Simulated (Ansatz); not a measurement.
## How methods differ on SiCl4 (silicon tetrachloride)

The species is SiCl4 (5 atoms), meant as a singlet with charge 0. As SMILES, `Cl[Si](Cl)(Cl)Cl`. Geometry: optimised at wB97X-V/def2-SVP.

Each level gives the adiabatic ionisation energy (to the doublet cation, shapes relaxed at wB97X-V/def2-SVP, no zero-point term) (eV). The values are calculated.

```tsv
level	kind	program	value (eV)	less CCSD(T)/def2-SVP
SVWN5/def2-SVP	LDA	Ansatz	10.98	-0.15
BLYP/def2-SVP	GGA	Ansatz	10.65	-0.48
B3LYP/def2-SVP	global hybrid	Ansatz	11.16	+0.03
PBE0-D4/def2-SVP	global hybrid	Ansatz	11.31	+0.18
CAM-B3LYP/def2-SVP	range-separated hybrid	Ansatz	11.37	+0.24
wB97M-V/def2-SVP	range-separated hybrid	Ansatz	11.42	+0.29
B2PLYP/def2-SVP	double hybrid	Ansatz	11.20	+0.07
CCSD(T)/def2-SVP	coupled cluster or CI	Ansatz	11.13	0.00
```

CCSD(T)/def2-SVP is the highest level here, not the true value. The values span 10.65 to 11.42 eV.

Ionising SiCl4 removes an electron from an essentially non-bonding combination of chlorine 3p lone pairs, not from a Si–Cl bonding orbital. That hole is orbitally degenerate in the tetrahedral molecule, so the cation should lower its energy by a Jahn–Teller distortion, which the adiabatic values include. BLYP gives the lowest energy and the range-separated hybrids the highest, probably because semilocal exchange over-stabilises a hole shared among several chlorines. The order isn't a simple ladder of functional types, since SVWN5 lies above BLYP and B2PLYP falls below PBE0-D4.

The measured ionisation threshold lies above every value here, including the coupled-cluster one. The likely cause is the small basis, which recovers too little of the correlation energy lost when the electron leaves. B3LYP's difference of only +0.03 eV from CCSD(T) therefore shows agreement within this basis, not accuracy against experiment, and wB97M-V, the furthest above CCSD(T), is actually the closest to the measured threshold. Because correlated wavefunction methods usually converge more slowly with basis size than density functionals, the ranking by deviation could change in a larger basis.
